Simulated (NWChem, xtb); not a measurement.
# A ladder of methods for BNH2O (SMILES BN=O)

The species is BNH2O (5 atoms), meant as a singlet with charge 0. As SMILES, `BN=O`. The shape is that of a GFN2-xTB optimisation.

```tsv
atom	x (Å)	y (Å)	z (Å)
B	-0.3033	0.3847	-0.2065
N	0.4352	-0.5521	0.2969
O	1.1137	-1.4154	0.7602
H	-1.1589	0.0919	-0.9415
H	-0.0867	1.4908	0.0908
```

Quantity: the dipole moment, in D. The values are calculated.

| level | kind | program | value (D) |
| --- | --- | --- | --- |
| GFN2-xTB | semi-empirical | xtb | 2.02 |
| GFN0-xTB | semi-empirical | xtb | 2.02 |
| GFN1-xTB | semi-empirical | xtb | 2.35 |
| HF/3-21G | Hartree–Fock | NWChem | 0.90 |
| HF/def2-SVP | Hartree–Fock | NWChem | 1.07 |
| B3LYP/6-31G* (spherical functions) | global hybrid | NWChem | 0.57 |
| B3LYP/6-31G* (Cartesian functions) | global hybrid | NWChem | 0.59 |
| PBE0/def2-SVP | global hybrid | NWChem | 0.62 |
| B3LYP/def2-TZVP | global hybrid | NWChem | 0.71 |
| CAM-B3LYP/6-31G** (spherical functions) | range-separated hybrid | NWChem | 0.61 |

The values span 0.57 to 2.35 D. Magnitudes only. Sets without polarisation functions give poor dipoles.

The coordinates describe a planar H2B group on an essentially linear B–N–O chain, not the bent nitroso group that the SMILES suggests. This is a heterocumulene, isoelectronic with ketene, in which π density from the NO unit can delocalise into the empty boron p orbital. That donation places negative formal charge on boron and opposes the σ polarisation towards nitrogen and oxygen. The modest dipole is therefore probably a difference between larger opposing terms, which makes it sensitive to the description of the density.

The hybrids cluster well below the tight-binding values, with Hartree–Fock in between. In the same def2-SVP basis, the change from 1.07 D to 0.62 D on going to PBE0 suggests that correlation appreciably alters this charge balance. With B3LYP, the larger basis raises the dipole from 0.57 to 0.71 D, so the small differences among the hybrids don't rank the functionals. The matching GFN2 and GFN0 values are no evidence of accuracy. Whether the linear chain survives relaxation at the hybrid level remains open, and bending would alter the dipole.
